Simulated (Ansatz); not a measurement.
**BiTe: energy along a strain**

BiTe, Fm-3m, a = 6.470 Å (as given, not relaxed at this level: -1.7 GPa). The structure is a COD entry; whether it is the stable form wasn't checked. Ansatz: PBEsol, PAW, 420 eV, Γ-centred 14×14×14 mesh on 2 atoms, Gaussian smearing 0.15 eV; no spin polarisation. Cell vectors (Å): 0.000 3.235 3.235; 3.235 0.000 3.235; 3.235 3.235 0.000. The cell is strained by x per cent times the pattern (0 0 0 1 0 0) in the order xx yy zz yz xz xy (engineering shears), with fractional coordinates held. y is the free energy over the start, V0 = 33.855 Å³/atom. Symmetry makes y even in x.

```
x (%) y (meV/atom)
-2.00             ?
-1.00          0.00
 0.00          0.00
 0.25          0.00
 0.50          0.00
 0.75          0.00
 1.25         -0.01
 1.50         -0.01
 1.75         -0.01
```

Q: Fit y = c2 x² + c4 x⁴ to the other rows, get the stiffness along the pattern, and predict the missing energy.

A: Least squares on the rows shown. y = −0.004035 x² + 0.0001095 x⁴. The clamped-ion stiffness p·C·p = 2 × -0.04035 eV × 160.2 / 33.855 Å³ = -0.4 GPa, which is C44 in these axes (second derivative at the start, which stands under stress). With a term in x⁶ added, the coefficient of x² becomes 0.004818, 219 % more, which shows how far this figure hangs on the form. At x = -2.00 the fit asked for gives -0.01 meV/atom. The run gave -0.01 meV/atom, the same to the digits shown.

Spin–orbit coupling is left out, which can shift energies with elements as heavy as these.

The energy is practically flat along this shear, so the calculation supports a very small C44 but not its sign: the whole variation is only about one unit in the last printed digit. Agreement at the missing point is therefore a weak test, since almost any nearly flat curve would pass it.

Softness of this kind suits rocksalt bonded through p orbitals, where the shear bends the right angles between nearest-neighbour bonds without stretching them to first order. BiTe also has one more valence electron per formula unit than PbTe or SnTe, which should partly fill antibonding, mainly cation-p states. Shear can split equivalent band pockets and let electrons move into the lowered ones, which probably softens C44 further.

Holding the fractional coordinates is not the cause, because each atom sits on an inversion centre that homogeneous strain preserves, so no internal force arises. The slight negative curvature therefore doesn't establish a shear instability, and a uniform strain cannot test for distortions that enlarge the cell.
